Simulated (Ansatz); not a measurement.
Ligand exchange: Cd(CH3)Br + C2H7AlS → Cd(CH3)(SH) + C2H6AlBr

Species: Cd(CH3)Br, singlet; C2H7AlS `C[CH2][AlH][SH]`, singlet; Cd(CH3)(SH), singlet; C2H6AlBr `C[CH2][AlH][Br]`, singlet. The partners trade Br for SH: Cd–Br and Al–SH bonds give way to Cd–SH and Al–Br.

Shapes, held fixed at every level: PBE0-D4/def2-TZVP. Flexible molecules stand in one conformer, not always the lowest. Programs: Ansatz 0.2.0. Electronic energies: no zero-point or thermal term.

**Question.** Estimate ΔE of this reaction.

**Answer.** The highest level, CCSD(T)/def2-TZVPP, gives ΔE = +11.3 kJ/mol; the levels span +7.6 to +20.1. The column of differences is taken from that level and isn't an error. No measured value is set beside it here. For atoms past krypton def2 sets carry core potentials with scalar relativity. Relativity is left out for Br unless named. Correlated rows may include outer-core shells of Br, Cd, which these sets cover unevenly.

```tsv
level	kind	ΔE (kJ/mol)	less CCSD(T)/def2-TZVPP
HF/def2-TZVPP	Hartree–Fock	+20.1	+8.8
r2SCAN-D4/def2-TZVPP	meta-GGA	+12.9	+1.6
B3LYP-D4/def2-TZVPP	global hybrid	+13.6	+2.3
PBE0-D4/def2-TZVPP	global hybrid	+13.5	+2.2
MP2/def2-TZVPP	perturbation theory	+7.6	-3.7
CCSD(T)/def2-SVP	coupled cluster or CI	+16.8	+5.5
CCSD/def2-SVP	coupled cluster or CI	+17.3	+6.0
CCSD(T)/def2-TZVPP	coupled cluster or CI	+11.3	0.0
```

The exchange is uphill at every level, so the isolated molecules favour keeping bromide on cadmium and hydrosulfide on aluminium. Cadmium's familiar thiophilicity might suggest the opposite, but the reaction energy depends on the difference between two ligand preferences, not on the Cd–S bond alone. Three-coordinate aluminium has an empty p orbital that accepts lone-pair density from either ligand. Sulfur, less electronegative than bromine, is probably the better donor, and the loss of this Al–S stabilisation would then outweigh what cadmium gains.

Hartree–Fock exaggerates the cost and MP2 understates it, probably because correlation favours the Cd–SH/Al–Br pairing and MP2 overestimates that contribution. In the smaller basis the perturbative triples barely matter, whereas enlarging the basis lowers the coupled-cluster value by 5.5 kJ/mol. The sign is therefore better supported than the exact magnitude. The preference need not carry over to solution or the condensed phase, where halide or thiolate bridging and donor coordination can saturate both metals.
